Why a narrow MESFET looks slow: the cutoff frequency as a sum of delays

The transistor today is a GaAs MESFET at 300 K with gate length L = 250 nm and a single finger of width W = 10 000 nm, contacted on the wafer through ordinary probe pads. I want the cutoff frequency fT that the probes see, pads included. I will guess it first, then derive it, and then itemise the gap.

Conventions. Signals vary as exp(jωt), and terminal currents count positive flowing in. The current gain h21 is drain current over gate current with the drain short-circuited to the source for the signal. At low frequency 1/h21 = jωτ plus terms of higher order in ω, so |h21| falls by 20 dB per decade. I define fT = 1/(2πτ), the extrapolation of that line to unit gain. One fF divided by one mS is one ps, one fF times one kΩ is also one ps, and a delay of 1 ps means 159 GHz.

All physical inputs are typical values, chosen for illustration: relative permittivity 12.9, donor density N = 4×10⁻⁴ nm⁻³ (4×10¹⁷ cm⁻³), band bending under the gate qψ = 0.80 eV at the bias point, and effective electron velocity v = 120 nm/ps.

1. The estimate by hand

The delay τ is the charge that the input must supply per unit change of output current. I see two places to put charge, the gate and the pad.

The gate first. With ε ≈ 1.15×10⁻¹⁰ F/m the depletion depth d = √(2εψ/qN) is 54 nm; call it 50. If the electrons move at v under the whole gate, the current is qNvW times the open thickness of the channel. A gate step δV thins the depletion layer by εδV/(qNd), so gm = εvW/d ≈ 2.8 mS. The gate is a plate capacitor, εLW/d ≈ 6 fF. In the ratio of the two, ε, W and d cancel and leave the transit time L/v = 2.1 ps; call it 2.

Now the pad. An isolated thin disc of radius a in vacuum has capacitance 8ε0a. On the surface of a thick dielectric the field pattern is unchanged and the permittivity is the mean of the two sides, so C = 4ε0(1 + εr)a. With a = 30 000 nm, ε0 ≈ 9×10⁻¹² F/m and 1 + εr ≈ 14, that is 15 fF. Neighbouring ground pads and the feed line add to it, so I say 20 fF. The pad is about three times the gate, and its charge controls nothing. Its delay is 20 fF/2.8 mS = 7.1 ps; call it 7.

The sum is 9 ps, so fT ≈ 18 GHz.

Question: Why may delays be added? The pad and the gate are in parallel, not in sequence.

Because they are in parallel. The input current is jω times the total charge, charges on parallel branches add, and each is divided by the same output current. Nothing travels through the pad for 7 ps. The word delay means δQ/δI here.

2. The careful calculation

The circuit, from the outside in. At the external terminals sit Cpg from gate to ground, Cpgd from gate to drain and Cpd from drain to ground. Series resistances Rg, Rs and Rd lead to the internal nodes. Between those sit Cgs in series with a charging resistance Ri, then Cgd, Cds, the output conductance gds, and a current source gm·exp(−jωτd) driven by the voltage across Cgs.

To find τ I need the input current to first order in ω, which is jω times the charge evaluated with the voltages of the static circuit. In the static circuit no current flows in the gate, so Rg and Ri drop no voltage and the source current equals the drain current i. Apply vG outside and keep the external drain at zero. The internal voltages obey

i = gm·vgs + gds·vds, vds = −(Rs + Rd)·i, vgs = vG − Rs·i. (1)

The first two relations give

vgs = i·[1 + gds(Rs + Rd)]/gm, (2)

and the third then gives the transconductance seen from outside,

gm,ext = i/vG = gm/[1 + gm·Rs + gds(Rs + Rd)]. (3)

The charge on the internal gate is Cgs·vgs + Cgd·(vgs − vds). The charge on the pad metal is (Cpg + Cpgd)·vG, because the short circuit ties the far side of Cpgd to ground. I write Cpad = Cpg + Cpgd. Dividing the total charge by i,

1/(2πfT) = [(Cgs + Cgd)/gm]·[1 + gds(Rs + Rd)] + Cgd(Rs + Rd) + Cpad/gm,ext. (4)

The first two terms are the expression of Tasker and Hughes (1989). Within this circuit (4) is the exact coefficient of jω in 1/h21, with no assumption that the resistances are small. I group it as

τint = (Cgs + Cgd)/gm,
τpar = τint·gds(Rs + Rd) + Cgd(Rs + Rd),
τpad = Cpad/gm,ext.

The parasitic term has a plain meaning. The output current pulls the internal drain down relative to the internal source by (Rs + Rd)·i. That swing puts extra charge on Cgd, and through gds it cancels part of the current, which the gate must make up.

Question: Where did the drain pad go?

Both its ends are at signal ground, so Cpd carries no current at any frequency. Cds does charge, since vds is not zero, but its current is a first-order correction to the output current and so reaches 1/h21 only at order ω².

Now the elements. With unrounded constants d = 53.4 nm, gm = 2.57 mS and the plate capacitance is 5.35 fF. The remaining elements I take as typical inputs for this width: a fringe capacitance of 1.5 fF at each long edge of the gate, Rs = 80 Ω, Rd = 100 Ω, gds = 0.20 mS, Cpg = 18 fF and Cpgd = 2 fF. I assign the source-side fringe to Cgs and let the drain-side fringe be all of Cgd, so Cgs = 6.85 fF, Cgd = 1.5 fF and their sum is 8.35 fF. The pad total of 20 fF is deliberately the number used by hand, so it tests nothing and adds nothing to the gap.

Then gm·Rs = 0.2056 and gds(Rs + Rd) = 0.036, the bracket in (3) is 1.2416, and gm,ext = 2.07 mS. The delays are

τint = 3.25 ps,
τpar = 0.12 + 0.27 = 0.39 ps,
τpad = 9.66 ps,
τ = 13.30 ps, fT = 12.0 GHz.

The pad supplies 73 % of the delay. I carry two decimals so that the columns add, not because the model supports them. For example, the thermal tail at the depletion edge replaces qψ by qψ − kT, with kT = 0.026 eV at 300 K. That thins d by 1.6 % and shortens τ by about 0.15 ps, smaller than τpar but of its order. The uniform-velocity picture behind gm is cruder still.

Question: Why not divide all the capacitance by gm,ext? That is the transconductance one sees at the terminals.

It gives 13.70 ps, too long by Cgs·Rs − Cgd·Rd = 0.40 ps, as large as the whole parasitic term. Source degeneration lowers the output current for a given vG, but it lowers vgs, and with it the charge on Cgs, in the same proportion. That is why (4) has no term Cgs·Rs. The pad lies outside Rs and sees the full vG, so for the pad nothing cancels. Insert (3) into the pad term:

τpad = Cpad/gm + Cpad·Rs + (Cpad/gm)·gds(Rs + Rd) = 7.78 + 1.60 + 0.28 ps. (5)

Question: You extrapolated. With the pad this large, is the gain really one at 12.0 GHz?

Not quite. To answer I need the elements that (4) does not contain, and I take as typical Rg = 2 Ω, Ri = 100 Ω, Cds = 2 fF and τd = 1 ps. Put s = jω and u = 1/(1 + sRiCgs). The intrinsic admittance matrix has

y11 = sCgs·u + sCgd, y12 = −sCgd,
y21 = gm·exp(−sτd)·u − sCgd, y22 = gds + sCds + sCgd.

The resistance matrix r has r11 = Rg + Rs, r22 = Rd + Rs and r12 = r21 = Rs. Series elements add as impedances, so Y = (y⁻¹ + r)⁻¹, and the pads add as admittances:

h21 = (Y21 − sCpgd)/(Y11 + sCpad). (6)

At ω = 1/τ this gives |h21| = 1.03, and the gain crosses one about 3 % above the extrapolated fT. The excess is mainly current fed forward through Cgd and Cpgd, which adds to the lagging part of the delayed transconductance and raises the modulus of the numerator. Lead inductances of typically 30 pH matter less, since ω² times 30 pH times 8.35 fF is 0.0014 there. So the choice of definition moves the answer by a few percent, far less than the gap we have to explain.

Question: And the gate resistance? It limits power gain badly.

Without pads Rg drops out of h21 at every frequency, because it carries the whole input current and h21 is a ratio of currents. With pads it changes how the current divides between pad and gate, but that appears in 1/h21 only beyond first order. The small parameter is ωRg times the input capacitance of the unpadded device, (τint + τpar)·gm,ext = 7.5 fF, and it is about 0.001 here.

3. Why 9 ps became 13.3 ps

The careful delay is 1.48 times the estimate, a gap of 4.30 ps. It has four parts.

Rounding, 0.86 ps. The gate term is 5.35/2.57 = 2.08 ps, not 2, which gives 0.08 ps. The pad over the unrounded gm is 7.78 ps, not 7, which gives 0.78 ps. Notice the asymmetry. Rounding d from 54 to 50 nm cost nothing in the transit time, where d cancels. In the pad term d does not cancel, since Cpad/gm = Cpad·d/(εvW), and the rounding passes straight into the largest term.

Fringe capacitance, 1.17 ps. The two edges carry 3.0 fF that adds charge but no transconductance. A gate whose length is only about five depletion depths is not a good plate capacitor.

Parasitic charging, 0.39 ps. This is the term for which the Tasker-Hughes expression is known, and here it is the smallest item.

Degeneration acting on the pad, 1.88 ps. These are the last two terms of (5). The estimate charged the pad with the intrinsic gm, while the circuit offers only gm,ext. The correction is a modest 24 %, but it multiplies the dominant delay.

The items add to 0.86 + 1.17 + 0.39 + 1.88 = 4.30 ps. All four have the same sign. For the last three that is forced: every element I ignored either stores more charge or takes away output current, so for given gm, plate capacitance and Cpad the two-term estimate is a lower bound on τ and an upper bound on fT. The rounding merely happened to lean the same way. Of the gap, 2.66 ps, or 62 %, comes from the pad term, although Cpad was the same in both calculations. What the estimate misjudged was the current available to charge the pad. Two additions that can still be done in the head, Cpad·Rs = 1.6 ps and 3 fF/2.8 mS = 1.1 ps, bring it to 11.7 ps and 14 GHz.

Question: Then what does this fT say about the transistor?

Rather little about the gate. Halve L at fixed gm and gds, which removes half the plate capacitance, and fT rises by 9 %. Halve Rs instead and it rises by 8 %. Halve the pad and it rises by 57 %. In the limit where the pad dominates, fT tends to gm,ext/(2πCpad), which is proportional to width and contains L only through whatever L does to gm and gds.

The width dependence also shows how to get the gate back. Suppose gm, gds, Cgs and Cgd scale as W, that Rs and Rd scale as 1/W, and that the pad is fixed. Then τint, τpar and the bracket in (3) do not depend on W, and

τ(W) = 3.64 ps + 9.66 ps × (10 000 nm/W). (7)

This gives 12.0 GHz at 10 000 nm, 28.6 GHz at 50 000 nm, 38.6 GHz at 200 000 nm, and 43.8 GHz as W grows without limit. The pad delay equals the rest at W ≈ 2.66×10⁴ nm. Plotted against 1/W, τ is a straight line whose intercept is τint + τpar and whose slope is Cpad divided by gm,ext per unit width. Any capacitance that does not scale with W, such as that of the gate feed and of the finger ends, lands in the slope and counts as pad.

Question: Can one not subtract the admittance of an empty pad structure and be done?

One can, and by (6) it is exact if the pads are purely shunt elements at the outer terminals and the empty structure reproduces them. In the narrow device, though, one removes 9.66 ps to expose 3.64 ps. Each femtofarad left behind is worth 1 fF/gm,ext = 0.48 ps, which is 13 % of the delay one is after. In the device of 200 000 nm the same femtofarad costs 0.024 ps. A narrow test device is therefore a sensitive gauge of Cpad/gm,ext and a poor gauge of transit time.